Double the speed of the electrons at the Fermi level, with the number of states there unchanged, and the Drude plasma frequency doubles; double the number of states instead, at the same speed and volume, and it rises by only the square root of two. The plasma frequency measures how strongly the mobile electrons of a metal respond to an electric field before they scatter. Its square, multiplied by the time between collisions, sets the conductivity.

The reason lies in a thin layer of states. A field pushes the electrons slightly along, and only states next to the Fermi level change from filled to empty or back. Fast states change in greater number, and each of them also carries more current. Speed therefore enters the response twice, the density of states once, and the plasma frequency is the square root of the whole.

Fm-3m metals in unrelaxed cells, computed with Ansatz 0.2.0: PBEsol, plane waves (420 eV cutoff) and PAW, scalar-relativistic, no spin polarisation or spin–orbit coupling, Gaussian smearing of 0.05 eV. The k mesh listed is that of the self-consistent run; densities of states, speeds and plasma frequencies use a 34×34×34 mesh.

| system | k mesh | space group | volume (Å³/atom) | atoms in the cell | dos at fermi level (states/eV/cell) | mean Fermi speed, weighted by the sheets' densities of states (1e5 m/s) | Drude plasma frequency, first axis (eV) |
| --- | --- | --- | --- | --- | --- | --- | --- |
| PbO2 (Fm-3m) | 14x14x14 | Fm-3m | 11.32 | 3 | 0.485 | 1.63 | 1.54 |
| AlNi3 (Fm-3m) | 12x12x12 | Fm-3m | 11.00 | 4 | 2.835 | 3.20 | 4.40 |
| Ta (Fm-3m) | 16x16x16 | Fm-3m | 18.79 | 1 | 1.198 | 5.68 | 7.57 |
| Rh (Fm-3m) | 18x18x18 | Fm-3m | 13.67 | 1 | 1.264 | 6.13 | 9.68 |
| W (Fm-3m) | 16x16x16 | Fm-3m | 16.73 | 1 | 1.311 | 4.83 | 7.76 |

Write N for the density of states at the Fermi level per cell, V for the cell volume and v for the speed. In a cubic crystal one third of the mean squared speed belongs to each axis, so the squared plasma frequency is (4πe²ħ²/3)(N/V)⟨v²⟩. Replace the root-mean-square speed by the plain mean, which is what the table lists, and put in the constants:

plasma frequency in eV ≈ 5.11 × v × √(N/V)

Here v is in 10⁵ m/s, N in states/eV and V in Å³. The k mesh column of the table belongs to the self-consistent run; N, v and the plasma frequency come from a denser mesh, the same for all rows. The prefactor comes from e and ħ alone, so no row of the table was used to set it.

For rhodium, N/V is 1.264/13.67, or 0.092, and its square root is 0.304. Multiplied by the mean speed of 6.13 and by 5.11, this gives 9.5 eV. The full calculation gives 9.68 eV.

AlNi₃ has four atoms in its cell, so the volume per atom must first be multiplied by four, to 44 Å³. Then √(2.835/44) is 0.254, and with a speed of 3.20 the estimate is 4.2 eV, against 4.40 eV computed. Forgetting the factor of four would double the estimate.

Set beside tantalum, AlNi₃ shows the effect of speed almost alone. Its density of states per volume equals that of tantalum to about 1%, yet tantalum's plasma frequency is 1.7 times as high, because its electrons are 1.8 times as fast. A plausible cause, not tested here, is that the compact 3d orbitals of nickel overlap less than the 5d orbitals of tantalum, which makes flatter bands and slower electrons. The AlNi₃ run left out spin polarisation, and magnetism would change both N and v.

The rule comes out low in every row, as it must. The full calculation uses the same states with their mean squared speed, so the misses measure only the step from the root-mean-square to the plain mean; they are no independent test of the formula. If half the states move at speed 1 and half at speed 3, the mean is 2 but the root-mean-square is about 2.2. The more uneven the speeds, the larger the shortfall. It is 2 to 11% of the computed value for the three elements and AlNi₃, with tungsten the worst of these.

PbO₂ is where the rule breaks: the estimate is 35% too low. Two overlapping bands cross the Fermi level there, and that level sits near a band edge, where electrons slow down. Many slow states pull down the mean, while a few faster ones carry much of the response. The density of states also falls about fifteenfold within 0.25 eV above the Fermi level, so a small shift of that level changes the inputs themselves. Semilocal functionals tend to exaggerate such an overlap, so even the computed value for PbO₂ is provisional.

The free-electron gas is the simpler system behind the rule. In it, N/V times v²/3 is exactly the number of electrons per volume divided by their mass, so counting electrons is enough. In these metals that shortcut fails: counting all outer electrons gives 2.5 to 3.1 times the computed value for the elements, and about 7 times for AlNi₃. Filled bands carry no current, and d electrons at the Fermi level are slower than free electrons of the same density would be.

If no speed is at hand, one common value serves the three elements of this table roughly. A least-squares fit of the plasma frequency to √(N/V) over rhodium, tantalum and tungsten gives 5.9 × 10⁵ m/s, and reproduces those same three within about 8%. Carried over to AlNi₃, it overshoots by 73%. Neither compound here fits the common speed, and other elements are untested, so it is safer to find the speed of each metal.

For a first look at how well a bulk metal might conduct, take N and the mean speed v from a band calculation that covers the whole Brillouin zone, not just lines through it, divide N by the volume of the whole cell, apply the rule, and then square the result, because conductivity follows the square. At equal collision times rhodium would conduct (9.68/4.40)², or about five times, as well as AlNi₃; real collision times differ and have to be found separately. Expect a large shortfall where slow and fast electrons occur together at the Fermi level, as in PbO₂, and distrust the inputs where the density of states changes steeply there. The tantalum and tungsten values belong to face-centred cubic crystals without spin-orbit coupling, so they should not be used for the ordinary body-centred metals. AlNi₃, too, normally has another cubic structure. The cells were not relaxed: PbO₂ is strongly compressed, while tungsten, tantalum and rhodium are stretched, tungsten the most. The computed values belong to these cells and would shift in relaxed ones.
